## Squeezing and stretching a cobalt crystal

Ordinary cobalt stacks its close-packed layers in the order ABAB. The crystal treated here repeats only after four layers, ABAC, so that every second layer has the surroundings it would have in a cubic crystal. Its volume was set to six values, and at each one the ratio $c/a$ of height to in-plane edge was free to adjust. Positive pressure means that the crystal pushes outward against its imposed volume, negative pressure that it pulls inward.

Four-atom cobalt cell (P6₃/mmc) computed with Ansatz 0.2.0: scalar-relativistic PBE, PAW, collinear spin, 420 eV plane-wave cutoff, 21×21×6 k mesh, Gaussian smearing of 0.1 eV. Cell shape and atoms were relaxed at each fixed volume. Energies are taken at zero smearing, relative to cobalt's standard crystal in the same functional; moments are per four-atom cell.

```csv
volume (relaxed cell) (Å³/atom),c/a (relaxed cell),shortest distance (relaxed cell) (Å),energy over elements (eV/atom),pressure (GPa),cell moment (muB)
9.912,3.2438,2.406,0.074,24.800,6.240
10.240,3.2437,2.432,0.034,14.980,6.340
10.566,3.2429,2.457,0.012,6.830,6.460
11.220,3.2429,2.507,0.011,-5.840,6.670
11.547,3.2441,2.531,0.028,-10.810,6.730
11.982,3.2490,2.564,0.065,-16.270,6.810
```

**1. At what volume would the crystal rest if left alone?**

It would rest where the pressure vanishes, and no row sits there. The pressure changes sign between 10.566 and 11.220 Å³/atom, and a straight line between these two rows crosses zero at about 10.9 Å³/atom. The two rows have almost equal energies because they lie on opposite sides of the minimum, at similar distances from it. Which of them is lower therefore tells little about the crystal. The resting volume belongs to a lattice without thermal or zero-point motion, both of which would enlarge it slightly.

**2. Do the pressures and the energies agree?**

Pressure is minus the slope of energy against volume, $P=-\mathrm{d}E/\mathrm{d}V$. The mean pressure of two neighbouring rows times the volume step should therefore return their energy difference. For the two smallest cells the mean pressure is $(24.80+14.98)/2=19.89$ GPa and the step is $10.240-9.912=0.328$ Å³. With 1 eV/Å³ = 160.2 GPa,

$$\Delta E\approx-\frac{19.89\times0.328}{160.2}\ \text{eV}=-0.041\ \text{eV per atom}.$$

The table's energies differ by −0.040 eV, and the other four steps agree to about 1 meV per atom. The six rows thus lie on one smooth curve. This shows that the calculation is consistent with itself, not that the functional is right about cobalt.

**3. Is it harder to squeeze the crystal or to stretch it?**

Squeezing is harder. The bulk modulus $B=-\Delta P/\Delta\ln V$, taken between neighbouring rows, falls from about 300 GPa for the two smallest cells to about 150 GPa for the two largest. The usual picture of a transition metal explains why. Compression forces the electrons into less space, and their kinetic energy climbs ever more steeply. Stretching lets the overlap between neighbouring atoms fade, so the attraction that resists it weakens as well.

A constant modulus soon goes wrong. The two rows around the minimum give 211 GPa. With that value the smallest cell should have a pressure of $211\times\ln(10.92/9.912)\approx20$ GPa, and the largest a tension of $211\times\ln(11.982/10.92)\approx20$ GPa. The table has 24.8 and 16.3 GPa. For volume changes near ten per cent, an engineer who uses one modulus would underrate the pressure by almost a fifth and overrate the tension by about as much.

**4. How much does the unusual stacking cost?**

Following the pressure from the two nearest rows down to the minimum leaves the crystal about 5 meV per atom above elemental cobalt, whose standard form has the ABAB stacking. A small cost is reasonable, since both stackings give each atom twelve close neighbours and differ only in how layers that do not touch lie relative to each other. The size of the cost is less secure than the energy differences within the table. It compares two different cells, whose electronic states may not be sampled equally well, and an error of a few meV could enter there. That the penalty is small is the safe reading.

**5. Why does the magnetic moment grow when the crystal is stretched?**

The moment rises at every step, from 1.56 to 1.70 Bohr magnetons ($\mu_\mathrm{B}$) per atom, a quarter of the printed cell moment. This is the moment of the spins alone; the small orbital part is not included. Magnetism is a bargain between two energies. Turning a spin from the minority to the majority direction gains exchange energy, which depends mostly on the atom itself. It also costs band energy, because the electron must move to a higher level. As the atoms move apart, their d orbitals overlap less, the d bands narrow, and the available levels lie closer together. The turn becomes cheaper, and more electrons make it.

The electron counts of the same calculation support the direction of this transfer. Between 10.240 and 11.547 Å³/atom the majority d shell gains about 0.04 electrons per atom and the minority d shell loses about 0.07. The narrowing of the bands is an argument from theory, which these counts do not test separately. A changing mixture of d with s and p orbitals probably plays a part as well.

**6. Why does the growth slow down?**

In the three steps up to 11.220 Å³/atom the moment grows by roughly 0.08 to 0.09 $\mu_\mathrm{B}$ per Å³, and in the last two by only about 0.05. Rounding of the printed moments can shift these rates by less than 0.01, so it is not the cause. A shortage of room is the tempting answer. Once the last majority d levels have sunk below the highest filled level, no further electrons can turn into them, and the moment should grow more slowly.

The electron counts cannot tell whether this happens here. Between 10.240 and 11.547 Å³/atom the part missing from a full majority d shell shrinks only from about 0.24 to 0.20 electrons. That part is not all free room, however. Some of it is d character mixed into empty s and p levels, and it would be missing even if every majority d band were full. The energies of the majority levels at each volume would help to decide. Over the whole table cobalt's moment is fairly stiff: it loses 8% from the largest cell to the smallest, while the volume shrinks by 17%.

**7. Which digits of $c/a$ can be trusted?**

The first two decimals can be, and they carry a message. Four layers of ideal hard spheres would give 3.266, and every row lies below that. The layers are thus slightly closer together than in a stack of spheres, and the shortest distance in the table is the one between layers. Neighbours within a layer are about 0.01 Å farther away.

The third decimal is doubtful. The relaxation left small differences between the stress along the height and in the plane, up to 0.14 GPa. Judged by the approximate elastic stiffness of cobalt, these could shift $c/a$ by about 0.002, more than the whole spread of the five smaller cells. The largest cell stands 0.005 above the highest of the others, which is too much for this error, and its cause remains open.

**8. What would change without magnetism, or with nickel in place of cobalt?**

Suppose the spins were forced to pair. Magnetism lowers the energy, and by the argument of question 5 it lowers it more in a larger cell. It therefore acts as an extra outward pressure. Remove it, and the crystal should rest at a smaller volume.

Nickel has one electron more than cobalt. The majority d shell has almost no room for it, so it enters the minority shell and cancels part of the moment. The moment should drop by about one $\mu_\mathrm{B}$, and nickel's is indeed known to be roughly 0.6 $\mu_\mathrm{B}$ per atom. Stretching should still narrow its bands, but the nearly full majority shell would again limit what the moment can gain.
